\section*{Persistent current and parity effect of $N$ fermions on a ring}

A ring threaded by a magnetic flux carries a current in its ground state, with no battery and no superconductivity; B\"uttiker, Imry and Landauer made this point for normal metals in 1983. Today I derive that current for the simplest case, and we shall see that its sign near zero flux depends on whether the number of particles is odd or even. Please interrupt.

\subsection*{Premises and conventions}

There are $N$ identical spinless fermions of mass $m$ and charge $-e$, with $e>0$, on a circle of circumference $L$ with coordinate $x$. They do not interact, the ring has no potential, $N$ is fixed and $T=0$. The flux $\Phi$ is set from outside. Positive current and positive flux are tied by the right-hand rule, so a current with the sign of $\Phi$ is paramagnetic. I write $\Phi_0=h/e=4.14\times10^{-15}$ Wb and $\varphi=\Phi/\Phi_0$. By Stokes' theorem the tangential vector potential can be taken constant, $A=\Phi/L$, so that $eA=h\varphi/L$ and
\begin{equation}
H=\sum_{j=1}^{N}\frac{(p_j+eA)^2}{2m},\qquad p_j=-i\hbar\,\frac{\partial}{\partial x_j},
\label{H}
\end{equation}
with wave functions periodic in each $x_j$ and antisymmetric.

\subsection*{One-particle levels and the current}

Since $A$ is constant, $H$ commutes with every $p_j$. Periodicity selects the orbitals $L^{-1/2}e^{2\pi i nx/L}$ with integer $n$ and $p=hn/L$. Their energies and velocities $v=(p+eA)/m$ are
\begin{equation}
E_n=\varepsilon\,(n+\varphi)^2,\qquad \varepsilon=\frac{h^2}{2mL^2},\qquad v_n=\frac{h}{mL}\,(n+\varphi).
\label{levels}
\end{equation}
The particle density is $1/L$, so the orbital carries the current $I_n=-ev_n/L$. Differentiating the energy, with $d\varphi/d\Phi=e/h$,
\begin{equation}
-\frac{dE_n}{d\Phi}=-\frac{2\varepsilon}{\Phi_0}(n+\varphi)=-\frac{eh}{mL^2}(n+\varphi)=I_n .
\label{In}
\end{equation}
So $I=-\partial E/\partial\Phi$. This holds for any stationary state, also with potentials: $\partial H/\partial\Phi=(e/L)\sum_j v_j$, the Hellmann--Feynman theorem turns this into $\partial E/\partial \Phi$, and continuity makes the current the same at every $x$. In thermal equilibrium the free energy $F$ replaces $E$. The set $\{n+\varphi\}$ is unchanged by $\varphi\to\varphi+1$ and goes into its negative under $\varphi\to-\varphi$. The spectrum is therefore even and periodic in $\Phi$ with period $\Phi_0$, and the current is odd and periodic, the result of Byers and Yang (1961).

\medskip\noindent\textbf{Question.} \emph{Does the sign of the charge decide what is diamagnetic?}

No. Reversing the charge sends $\varphi\to-\varphi$ in $E_n$, relabelling $n\to-n$ restores the spectrum, and $I=-\partial E/\partial\Phi$ is unchanged.

\subsection*{Filling the levels}

The ground state is the Slater determinant of the $N$ orbitals with the smallest $|n+\varphi|$, and these are $N$ consecutive integers. Consider all blocks of $N$ consecutive integers, labelled by their centre $s$: $n=s+j-(N-1)/2$ with $j=0,\dots,N-1$. For $n$ to be an integer, $s$ must be an integer when $N$ is odd and a half-integer when $N$ is even. This is where parity enters. Put $u_j=j-(N-1)/2$. These numbers are symmetric about zero, so $\sum u_j=0$, and the sums of $j$ and $j^2$ give $\sum u_j^2=N(N^2-1)/12$. The cross term in $\sum(u_j+s+\varphi)^2$ drops out, and
\begin{equation}
E_s(\varphi)=\varepsilon\,\frac{N(N^2-1)}{12}+\Delta\,(s+\varphi)^2,\qquad \Delta=N\varepsilon .
\label{Es}
\end{equation}
The ground-state energy is the lower envelope of these parabolas, reached by the allowed $s$ nearest to $-\varphi$. The current of block $s$ is $-(2\Delta/\Phi_0)(s+\varphi)$. Now define
\begin{equation}
k_F=\frac{\pi N}{L},\qquad v_F=\frac{\hbar k_F}{m}=\frac{hN}{2mL},\qquad I_0=\frac{ev_F}{L}.
\label{defs}
\end{equation}
Then $hv_F/L=h^2N/(2mL^2)=\Delta$ and $\Delta/\Phi_0=I_0$, both exactly. For odd $N$ and $|\varphi|<1/2$ the nearest integer is $s=0$. For even $N$ and $0<\varphi<1$ the nearest half-integer is $s=-1/2$. Hence
\begin{equation}
I_{\rm odd}=-2I_0\varphi\quad(|\varphi|<\tfrac12),\qquad I_{\rm even}=I_0(1-2\varphi)\quad(0<\varphi<1),
\label{saw}
\end{equation}
each continued with period one. Both are sawteeth between $+I_0$ and $-I_0$ with the same slope, and $I_{\rm even}(\varphi)=I_{\rm odd}(\varphi-1/2)$ in units of the respective $I_0$. For odd $N$ the current opposes a small flux: the response is diamagnetic and linear. For even $N$ the current jumps from $-I_0$ to $+I_0$ as the flux passes zero, so it has the sign of a small flux and is paramagnetic.

The even case has a simple picture. At zero flux the orbitals up to $|n|=N/2-1$ are filled in pairs whose currents cancel, and one fermion is left for the degenerate pair $n=\pm N/2$. A small positive flux lowers $n=-N/2$, whose velocity by (\ref{levels}) is $-v_F$ and whose current is $+ev_F/L$. That is $I_0$: one particle going round at the Fermi velocity. The term $-2I_0\varphi$ is the common velocity shift $h\varphi/mL$ of all $N$ particles.

\medskip\noindent\textbf{Question.} \emph{For odd $N$ the highest occupied wave number at zero flux is $\pi(N-1)/L$. Why call $\pi N/L$ the Fermi wave number?}

Because it lies midway between the last filled and the first empty orbital, and because it has a property valid at every flux. The condition $|k|<k_F$ with $k=2\pi(n+\varphi)/L$ reads $|n+\varphi|<N/2$. That is an interval of length $N$, and it holds exactly $N$ points of a lattice of unit spacing unless its ends fall on lattice points. At the level crossings, where the ends do fall on lattice points, the crossing orbitals have exactly $|k|=k_F$.

\subsection*{Fourier series}

The current is odd and periodic, so $I=\sum_{l\ge1}b_l\sin(2\pi l\varphi)$ with $b_l=2\int I\sin(2\pi l\varphi)\,d\varphi$ over one period. Integration by parts gives the primitive
\begin{equation}
\int x\sin(2\pi l x)\,dx=-\frac{x\cos(2\pi l x)}{2\pi l}+\frac{\sin(2\pi l x)}{(2\pi l)^2}.
\label{prim}
\end{equation}
For odd $N$ take the limits $\pm1/2$. The sine terms vanish and the cosine terms give $-(-1)^l/(2\pi l)$, so $b_l=-4I_0\times[-(-1)^l/(2\pi l)]=2I_0(-1)^l/(\pi l)$. For even $N$ take the limits $0$ and $1$. The constant $I_0$ contributes nothing, the primitive gives $-1/(2\pi l)$, and $b_l=2I_0/(\pi l)$. The factor $\cos(l\pi N)=(-1)^{lN}$ equals $(-1)^l$ for odd $N$ and $1$ for even $N$, so both cases are
\begin{equation}
I(\Phi)=\sum_{l=1}^{\infty}\frac{2I_0}{\pi l}\,\cos(l\pi N)\,\sin\!\left(\frac{2\pi l\Phi}{\Phi_0}\right),\qquad \pi N=k_FL .
\label{main}
\end{equation}
This is the result, exact for every $N\ge1$ under the premises. The sawtooth is piecewise smooth, so the series converges to it wherever it is continuous. At a jump, two blocks with currents $\pm I_0$ are degenerate and the series gives their mean, zero. Averaging over the two parities at nearly equal $I_0$ removes the odd $l$ and leaves $I_0(1/2-2\varphi)$ for $0<\varphi<1/2$, with period $\Phi_0/2$ and paramagnetic sign.

\medskip\noindent\textbf{Question.} \emph{What if a reservoir fixes the chemical potential instead of $N$?}

Write $\mu=\hbar^2k_F^2/2m$ with $k_F$ now arbitrary and $\nu=k_FL/2\pi$. The occupied orbitals are $|n+\varphi|<\nu$, and $eh/mL^2=I_0/\nu$. In $b_l$ the integral over one period of $\varphi$ and the sum over $n$ join into one integral over $x=n+\varphi$, because the sine has period one:
\begin{equation}
b_l=-\frac{2I_0}{\nu}\int_{-\nu}^{\nu}x\sin(2\pi lx)\,dx=\frac{2I_0}{\pi l}\left[\cos(lk_FL)-\frac{\sin(lk_FL)}{lk_FL}\right].
\label{gc}
\end{equation}
At $k_FL=\pi N$ the sine vanishes and (\ref{main}) returns, as the counting argument demands. For other $\mu$ the particle number changes between odd and even as the flux varies, and there are two jumps per period. In a clean ring with many transverse channels, which trade particles, each channel is close to this case, with its own longitudinal wave number and velocity.

\subsection*{Why parity matters}

\noindent\textbf{Question.} \emph{Is the parity effect an accident of free particles?}

Its sign is not. Add any real potential $V(x_1,\dots,x_N)$, symmetric and periodic. Write $\psi=\chi\exp(-2\pi i\varphi\sum_jx_j/L)$. Then $(p_j+eA)\psi$ becomes $p_j\chi$ times the same phase, the flux leaves $H$, and $\chi$ gains the factor $e^{2\pi i\varphi}$ when one $x_j$ grows by $L$. Antisymmetry lets us work in the ordered region $x_1<\dots<x_N<x_1+L$, with $\chi=0$ where two particles meet. Carrying the first particle round the ring puts it last, and restoring the order of arguments takes $N-1$ exchanges:
\begin{equation}
\chi(x_2,\dots,x_N,x_1+L)=e^{2\pi i\varphi}(-1)^{N-1}\chi(x_1,\dots,x_N).
\label{twist}
\end{equation}
The statistics act as an extra flux $(N-1)\Phi_0/2$. Take the ground state $\chi$ at any flux. Its modulus $|\chi|$ obeys (\ref{twist}) with total phase factor one, vanishes at coincidences, has the same potential energy and, since $|\nabla|\chi||\le|\nabla\chi|$, no more kinetic energy. By the variational principle the ground-state energy is lowest where the phase factor is one: at $\varphi=0$ for odd $N$, at $\varphi=1/2$ for even $N$. This argument is associated with Leggett. It locates the minimum and does not fix the amplitude. For an interaction that depends only on separations one gets more. The total angular momentum $M=\sum_j n_j$ is conserved, the flux enters (\ref{H}) only as $2\varepsilon\varphi M+N\varepsilon\varphi^2$, and every eigenstate has the current $-2I_0(\varphi+M/N)$. The slope is untouched. The jumps stay in place only if the ground state keeps $M=Ns$, which has to be examined for each interaction.

\medskip\noindent\textbf{Question.} \emph{Electrons have spin.}

Without interaction and spin--orbit coupling the two spin directions are two independent copies, and the currents add. Let $I_0$ refer to one copy. For a total of $4k+2$ electrons both copies are odd and $I=-4I_0\varphi$. For $4k$ both are even and $I=2I_0(1-2\varphi)$. For an odd total one copy is odd and one even, and $I=I_0(1-4\varphi)$ on $0<\varphi<1/2$, with period $\Phi_0/2$ up to the relative difference of order $1/N$ between the two values of $I_0$.

\subsection*{Range of validity}

\emph{Temperature.} At fixed $N$ and $k_BT\ll E_F=N\Delta/4$, every relevant state is a block $s$ with particle--hole excitations at its two edges. From (\ref{levels}) the steps at the edges are $\Delta[1\pm2(s+\varphi)/N]$. The terms linear in $(s+\varphi)/N$ cancel between the edges, so for large $N$ the excitations give a factor independent of $s$ and $\varphi$, and Poisson summation of the Gaussians gives, for odd $N$,
\begin{equation}
Z\propto\sum_s e^{-\Delta(s+\varphi)^2/k_BT}\propto 1+2\sum_{l\ge1}e^{-l^2T/T^*}\cos(2\pi l\varphi),\qquad k_BT^*=\frac{\Delta}{\pi^2}.
\label{Z}
\end{equation}
For even $N$ shift $\varphi$ by $1/2$. The current is $I=(k_BT/\Phi_0)\,\partial_\varphi\ln Z$. For $T\ll T^*$ only two blocks compete at a jump. For even $N$ near zero flux their energies differ by $2\Delta\varphi$, and $I=I_0\tanh(\Delta\varphi/k_BT)-2I_0\varphi$, so the jump acquires the width $k_BT/\Delta$ in $\varphi$. For $T\gg T^*$ only $l=1$ survives,
\begin{equation}
I\simeq(-1)^N\,4\pi\,\frac{k_BT}{\Delta}\,e^{-T/T^*}I_0\sin(2\pi\varphi).
\label{hot}
\end{equation}

\emph{Backscattering.} A weak scatterer $U\delta(x)$ has reflection amplitude $|r|\simeq |U|/\hbar v_F$ and couples the two crossing orbitals with the matrix element $V=U/L$. For even $N$ their flux-induced splitting is $\pm\Delta\varphi$, the lower eigenvalue of the $2\times2$ block is $-\sqrt{\Delta^2\varphi^2+V^2}$, and the step becomes $I_0\Delta\varphi/\sqrt{\Delta^2\varphi^2+V^2}$. Its width is $|V|/\Delta=|r|/2\pi$. The sawtooth needs $|r|\ll1$ for the whole ring, that is a mean free path much longer than $L$, and a phase-coherence length longer than $L$.

\emph{Band shape.} Let the level be any smooth even function $f(n+\varphi)$. For odd $N$ the midpoint rule gives $\sum_nf'(n+\varphi)\simeq f(N/2+\varphi)-f(N/2-\varphi)\simeq2\varphi f'(N/2)$ with $f'(N/2)=hv_F/L$. The corrections involve $f'''/f'$, of order $N^{-2}$ for a band without structure near $k_F$. Thus (\ref{saw}) holds with the true Fermi velocity.

\medskip\noindent\textbf{Question.} \emph{You apply a uniform field in practice, and the current makes its own flux.}

Both effects are small. One flux quantum through the area $L^2/4\pi$ needs $B_0=4\pi\Phi_0/L^2$. With $g=2$ the Zeeman splitting there is $2\mu_BB_0=4\pi\hbar^2\cdot 2\pi/mL^2$, and dividing by $\Delta$ gives $4/N$. The self-inductance of a thin loop is of order $\mu_0L$ or less, so the induced flux is of order $\mu_0LI_0=\mu_0ev_F$, which in units of $\Phi_0$ is $2\alpha v_F/c$, with $\alpha$ the fine-structure constant. The ring must also be narrow enough that the flux through the metal itself is far below $\Phi_0$.

\subsection*{Numerical illustration}

Take one channel and one spin direction of a copper ring, with the input $v_F=1.57\times10^{6}$ m/s, a typical free-electron value, and the illustrative circumference $L=1.00\ \mu$m. Then
\begin{equation}
I_0=\frac{ev_F}{L}=0.252\ \mu\mathrm{A},\qquad \Delta=\frac{hv_F}{L}=6.49\ \mathrm{meV},\qquad \frac{\Delta}{k_B}=75.3\ \mathrm{K},\qquad T^*=7.63\ \mathrm{K}.
\end{equation}
None of these needs the mass. With the free-electron mass, $N=2mv_FL/h$ comes to about $4317$. Half a unit in the last digit of $v_F$ moves this by about $14$, so the input cannot tell us the parity, and I give both cases. The area is $7.96\times10^{-14}$ m$^2$ and $B_0=52$ mT. At $\varphi=0.1$, or $5.2$ mT, the model gives $-0.050\ \mu$A for odd $N$ and $+0.20\ \mu$A for even $N$. The largest magnetic moment, $I_0L^2/4\pi$, equals $N\mu_B/2$, about $2.2\times10^{3}$ Bohr magnetons. The Zeeman ratio $4/N$ is $9.3\times10^{-4}$ and the self-flux ratio is $7.6\times10^{-5}$. At $1$ K the jump has the width $0.013$ in $\varphi$, and for odd $N$ at $\varphi=0.1$ the competing block $s=-1$ has the relative weight $e^{-60}$, so the zero-temperature value stands. At $30$ K the current at $\varphi=1/4$ has fallen in magnitude from $0.5\,I_0$ to $0.098\,I_0$, about $25$ nA, by (\ref{hot}).

\medskip\noindent\textbf{Question.} \emph{Would a real copper ring carry a quarter of a microampere?}

No. These are the numbers of the clean one-channel model. A fabricated copper ring of this size has a great many channels and a mean free path much shorter than $L$, so the backscattering condition fails, and the channels contribute with signs set by $\cos(lk_FL)$ in (\ref{gc}), which vary from one to the next. As typical knowledge, the persistent current of a diffusive metal ring about a micrometre in size is of the order of a nanoampere at low temperature, so the model's $I_0=0.252\ \mu$A lies roughly two orders of magnitude too high for such a ring.